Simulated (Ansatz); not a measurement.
# Loss of H2: C2H5F3Si → C2H3F3Si + H2

Species: C2H5F3Si (ethyltrifluorosilane) `CC[Si](F)(F)F`, singlet; C2H3F3Si `C=C[Si](F)(F)F`, singlet; H2 (hydrogen), singlet. 

Shapes, held fixed at every level: PBE0-D4/def2-TZVP. Programs: Ansatz 0.2.0. The zero-point and thermal change to 298 K, harmonic and unscaled (PBE0-D4/def2-TZVP), is -26.8 kJ/mol.

Estimate ΔH(298 K) of this reaction.

The highest level, CCSD(T)/CBS estimate, gives ΔH(298 K) = +134.1 kJ/mol; the levels span +128.1 to +148.8. The column of differences is taken from that level and isn't an error. No measured value is set beside it here. The CBS estimate extrapolates MP2 from def2-TZVPP and def2-QZVPP and adds CCSD(T) − MP2 in the triple-zeta set, cores frozen; for H2 it overshoots the exact energy by about 1 mEh.

| level | kind | ΔH(298 K) (kJ/mol) | less CCSD(T)/CBS estimate |
| --- | --- | --- | --- |
| HF/def2-TZVPP | Hartree–Fock | +128.1 | -6.0 |
| wB97M-V/def2-TZVPP | range-separated hybrid | +140.7 | +6.6 |
| wB97X-V/def2-TZVPP | range-separated hybrid | +148.8 | +14.7 |
| MP2/def2-SVP | perturbation theory | +148.1 | +14.0 |
| MP2/def2-TZVPP | perturbation theory | +140.2 | +6.1 |
| CCSD(T)/def2-SVP | coupled cluster or CI | +140.1 | +6.0 |
| CCSD/def2-TZVPP | coupled cluster or CI | +137.7 | +3.6 |
| CCSD(T)/CBS estimate | coupled cluster or CI | +134.1 | 0.0 |

Every level makes the dehydrogenation strongly endothermic, with +134.1 kJ/mol as the best estimate. Two C–H σ bonds are given up for one H–H bond and a C–C π bond, and the sideways overlap in the π bond is too weak to repay the cost. The Si–F bonds remain intact and act largely as spectators. The thermal term lowers the enthalpy, mainly because stiff C–H stretching and bending modes disappear.

In the def2-TZVPP basis, correlation raises the Hartree–Fock value, to +137.7 with CCSD and +140.2 with MP2. This suggests that the saturated silane loses more correlation energy than the products recover: an electron pair in free H2 no longer correlates with neighbouring bond pairs. MP2 falls by several kJ/mol from the double- to the triple-zeta basis, so the small-basis values probably exaggerate the cost of forming the products. Without the corresponding reaction of ethane, the result can't show whether the trifluorosilyl group stabilises the new double bond.
